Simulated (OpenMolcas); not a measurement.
GaH2OF (SMILES [OH][GaH][F]): methods side by side

GaH2OF: 5 atoms, total charge 0, spin state singlet. SMILES: `[OH][GaH][F]`. Geometry: relaxed at PBE0-D4/def2-TZVP. This is one conformer, not always the lowest.

Quantity: the HOMO–LUMO gap, in eV. The values are calculated.

| level | kind | program | value (eV) | CPU time |
| --- | --- | --- | --- | --- |
| SVWN5/cc-pVDZ | LDA | OpenMolcas | 5.79 | 7.5 s |
| BLYP/cc-pVDZ | GGA | OpenMolcas | 5.74 | 10 s |
| M06-L/cc-pVDZ | meta-GGA | OpenMolcas | 6.56 | 13 s |
| TPSS/cc-pVDZ | meta-GGA | OpenMolcas | 6.11 | 15 s |
| r2SCAN/cc-pVDZ | meta-GGA | OpenMolcas | 6.53 | 15 s |
| BHLYP/cc-pVDZ | global hybrid | OpenMolcas | 10.57 | 9.1 s |
| M06-2X/cc-pVDZ | hybrid meta-GGA | OpenMolcas | 10.43 | 13 s |
| B2PLYP/cc-pVDZ | double hybrid | OpenMolcas | 10.81 | 7.9 s |

All-electron rows without a relativistic Hamiltonian named are non-relativistic. The values span 5.74 to 10.81 eV. Orbital gaps aren't excitation energies, and those of double hybrids come from the SCF part alone; they tend to grow with the share of exact exchange. Times are those of the runs behind each value, whatever else they computed, on shared processors of several kinds: orders of magnitude only.

The gaps fall into two groups: the semilocal functionals lie between 5.74 and 6.56 eV, the three functionals with exact exchange between 10.43 and 10.81 eV. Within the first group, all three meta-GGAs lie above both the LDA and the GGA, while going from LDA to GGA changes almost nothing. Both steps upward probably arise because an orbital-dependent exchange operator, unlike a multiplicative potential, builds part of the derivative discontinuity into the orbital gap. The order inside the upper group doesn't follow the exchange fraction alone, since M06-2X has the largest share but the smallest gap of the three.

Chemically, a wide gap suits trivalent gallium bound to electronegative ligands. The HOMO is probably mostly an oxygen lone pair, and the LUMO largely the vacant gallium p orbital, somewhat raised by π donation from oxygen and fluorine. That acceptor orbital would make the molecule a Lewis acid despite the wide gap. Without an ionisation energy and electron affinity for comparison, the spread doesn't show which functional comes closest to the fundamental gap.
